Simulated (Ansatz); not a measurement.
PtPb: energy above lowest point against volume scale

All results are calculated (Ansatz 0.2.0). Free energy against uniform scaling of the volume at fixed shape and fractions; periodic cell, basis, potentials, k mesh and filling as listed.

The cell before it is scaled or strained (space group P6_3/mmc, No. 194):
```
CELL_PARAMETERS angstrom
4.26000 0.00000 0.00000
-2.13000 3.68930 0.00000
0.00000 0.00000 5.47000
ATOMIC_POSITIONS crystal
Pt 0.33333 0.66667 0.25000
Pt 0.66667 0.33333 0.75000
Pb 0.00000 0.00000 0.00000
Pb 0.00000 0.00000 0.50000
```

Settings of every row: functional r2SCAN; dispersion none; potentials PAW; wave cutoff 600 eV; density cutoff 2400 eV; k mesh 6x6x4; k shift 0x0x0; occupations fermi dirac; smearing width 0.1 eV; spin none.

Limits: coarse k mesh, up to 40 meV an atom off; minimum outside the range; no spin-orbit coupling, which can matter with elements this heavy.

```csv
row,volume scale,V (Å³/atom),energy above lowest point (meV/atom)
1,0.92,19.773,270.1
2,0.9467,20.347,186.7
3,0.9733,20.918,?
4,1,21.492,72.6
5,1.0267,22.066,37.2
6,1.0533,22.638,13.6
7,1.08,23.212,0
```

Question: what energy above lowest point should row 3 give?

Worked fit of energy above lowest point. Take u = (V_r/V)^(2/3) − 1 with V_r = 21.779 Å³ an atom, which is twice the finite (Eulerian) strain; such expansions in the strain, on which the Birch-Murnaghan equation of state is built, carry the rest volume and the bulk modulus. The shown rows have u = 0.06654, 0.04639, 0.00888, -0.00869, -0.02546, -0.04159. Least squares give energy above lowest point = 53.34 + 2016.7 × u + 18046 × u² + 9137 × u³ meV/atom; a parabola predicts inner rows, each left out in turn, worse (root mean square 0.45 against 0.16 meV/atom). The rows lie off it by 0.0, 0.1, -0.1, 0.0, 0.1, 0.0. The withheld row has u = 0.02726, so the fit gives 53.34 + 2016.7 × (0.02726) + 18046 × (0.02726)² + 9137 × (0.02726)³ = 121.9 meV/atom.

The calculation gave 121.7 meV/atom. The fit lies 0.2 meV/atom (0.074 % of the column's range) above it; its largest miss of a shown row is 0.1 meV/atom.
